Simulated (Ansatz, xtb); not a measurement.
**Two isomers of CH4BrClSi**

Structure X is `C[Si@H](Cl)Br`, a singlet and structure Y is `Cl[SiH2]CBr`, a singlet. Both are isolated molecules in the gas phase, relaxed with B3LYP-D3(BJ)/def2-SVP; the shapes shown needn't be the lowest conformers.

X (Å):

```xyz
8

C     0.7563    0.0736   -0.0255
Br   -2.0553   -1.4278   -1.0614
Cl   -1.1481   -1.0363    2.3182
Si   -1.0320   -0.1343    0.4525
H     1.2552   -0.9063   -0.0700
H     0.8329    0.5522   -1.0144
H     1.2769    0.7007    0.7159
H    -1.7792    1.1434    0.5211
```

Y (Å):

| atom | x (Å) | y (Å) | z (Å) |
| --- | --- | --- | --- |
| C | 1.4052 | -0.8764 | 0.8516 |
| Br | 0.8363 | -2.6593 | 0.2362 |
| Cl | 0.7955 | 2.2711 | 0.8225 |
| Si | 0.1863 | 0.3879 | 0.1681 |
| H | -1.1735 | 0.1147 | 0.6930 |
| H | 0.2110 | 0.3644 | -1.3144 |
| H | 1.4178 | -0.9000 | 1.9493 |
| H | 2.4282 | -0.7172 | 0.4856 |

Task: Estimate E(Y) − E(X) at the level CCSD(T)/def2-SVP + ΔMP2/def2-TZVPP.

Result: Calculated at CCSD(T)/def2-SVP + ΔMP2/def2-TZVPP: E(Y) − E(X) = +37.7 kcal/mol, so structure X lies lower.

The same difference at several levels:

```csv
level,geometry,E(Y) − E(X) (kcal/mol),departure from the last row (kcal/mol),"job, with rough time for the two"
GFN2-xTB,GFN2-xTB,+30.7,−7.0,"optimisation, 0.12 s"
HF/STO-3G,GFN2-xTB,+34.9,−2.8,"single point, 0.42 s"
r2SCAN-D4/def2-SVP,GFN2-xTB,+39.7,+2.0,"single point, 4.4 s"
B3LYP-D3(BJ)/def2-SVP,B3LYP-D3(BJ)/def2-SVP,+37.5,−0.2,"optimisation, 29 s"
HF/def2-SVP,B3LYP-D3(BJ)/def2-SVP,+39.5,+1.8,part of the CCSD(T) run
MP2/def2-SVP,B3LYP-D3(BJ)/def2-SVP,+40.1,+2.4,part of the CCSD(T) run
CCSD(T)/def2-SVP,B3LYP-D3(BJ)/def2-SVP,+38.2,+0.6,single point
CCSD(T)/def2-SVP + ΔMP2/def2-TZVPP,B3LYP-D3(BJ)/def2-SVP,+37.7,,"single point, 28 s"
```

As drawn, Y has 1 C–Br, 1 Si–H in place of 1 Br–Si, 1 C–H.

The levels shown agree on the order. The largest departure from CCSD(T)/def2-SVP + ΔMP2/def2-TZVPP is that of GFN2-xTB, 7.0 kcal/mol. The last row adds to CCSD(T) the change of the MP2 difference between the two basis sets, here −0.6 kcal/mol.

With harmonic frequencies from B3LYP-D3(BJ)/def2-SVP (ideal gas, rigid rotor, one conformer each, 1000 K, 1 atm): on the last row, ΔE + ΔZPE = +36.5, ΔH = +36.5, ΔG = +36.2 kcal/mol.

The correlated steps freeze 20 core orbitals; the filled d shell of Br is correlated, in a basis made for valence electrons. Mirror images aren't counted in ΔG. Run with Ansatz 0.2.0, xtb 6.7.1; the last row on 2 threads of Arm Neoverse V1 on a shared host.

X is strongly favoured because bromine sits on silicon and hydrogen on carbon. The Si–Br bond gains from the large electronegativity difference and its polar character, while C–H is stronger than Si–H because carbon's compact valence orbitals overlap better with hydrogen 1s. Both parts of the exchange therefore favour X, though the total energy difference doesn't separate their shares.

Hartree–Fock already gives +39.5 kcal/mol, against +38.2 for CCSD(T) in the same basis, so the preference is mostly a mean-field bonding effect and correlation only trims it. Zero-point energy narrows the gap slightly, as expected when a stiff C–H bond is replaced by a softer Si–H bond. Even at 1000 K, ΔG stays close to ΔH, so entropy offers Y almost no compensation, and equilibrium between these two structures would lie overwhelmingly on the side of X. That makes Y a candidate for thermal rearrangement by halogen migration to silicon, but without a transition state the numbers don't show how readily it would occur.
